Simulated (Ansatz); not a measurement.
# A ladder of methods for InSi2H7 (SMILES [SiH3][SiH2][InH2])

InSi2H7 has 10 atoms, charge 0, and is taken as a singlet. SMILES: `[SiH3][SiH2][InH2]`. The shape is that of a PBE0-D4/def2-TZVP optimisation.

```xyz
10

Si   -1.4509    0.7323   -0.8216
Si    0.0231   -0.9827   -0.2224
In    1.8848   -0.0627    1.2931
H    -2.5411    0.2487   -1.7115
H    -0.7077    1.8121   -1.5275
H    -2.0657    1.3205    0.4005
H    -0.7613   -2.0569    0.4518
H     0.5887   -1.5579   -1.4773
H     1.7614   -0.1609    3.0139
H     3.2688    0.7075    0.6011
```

Each level gives the HOMO–LUMO gap (eV). The values are calculated.

| level | kind | program | value (eV) | CPU time |
| --- | --- | --- | --- | --- |
| HF/def2-SVP (core potential) | Hartree–Fock | Ansatz | 9.90 | 3.5 s |
| revPBE/def2-SVP (core potential) | GGA | Ansatz | 3.46 | 8.5 s |
| r2SCAN/def2-SVP (core potential) | meta-GGA | Ansatz | 3.85 | 17 s |
| B3LYP/def2-SVP (core potential) | global hybrid | Ansatz | 4.65 | 11 s |
| BHLYP/def2-SVP (core potential) | global hybrid | Ansatz | 6.64 | 13 s |
| r2SCAN0/def2-SVP (core potential) | hybrid meta-GGA | Ansatz | 5.38 | 21 s |
| CAM-B3LYP/def2-SVP (core potential) | range-separated hybrid | Ansatz | 7.12 | 12 s |
| wB97M-V/def2-SVP (core potential) | range-separated hybrid | Ansatz | 8.60 | 2 min |

The values span 3.46 to 9.90 eV. Orbital gaps aren't excitation energies; they tend to grow with the share of exact exchange. Times are those of the runs behind each value, whatever else they computed, on shared processors of several kinds: orders of magnitude only.

The indium centre is trivalent and nearly planar in the given geometry, so it keeps an formally empty 5p orbital perpendicular to its three bonds. The LUMO is probably largely this orbital, while the HOMO is probably a σ combination of the Si–Si and Si–In bonds, which lie high because both elements are electropositive. The gap would then describe a σ-donor framework next to a Lewis-acidic acceptor site.

Among the density functionals, the gap runs from 3.46 eV with revPBE to 8.60 eV with wB97M-V. CAM-B3LYP lies above BHLYP, 7.12 against 6.64 eV, which suggests that the range at which exact exchange acts matters as well as its overall amount. The spread therefore reflects largely what each method's orbital energies represent, and is no measure of uncertainty in a single observable. The ladder supports a clear dependence on the functional, but doesn't establish which value is closest to the difference between ionisation energy and electron affinity, particularly as a compact basis without diffuse functions can misplace a weakly bound or unbound LUMO.
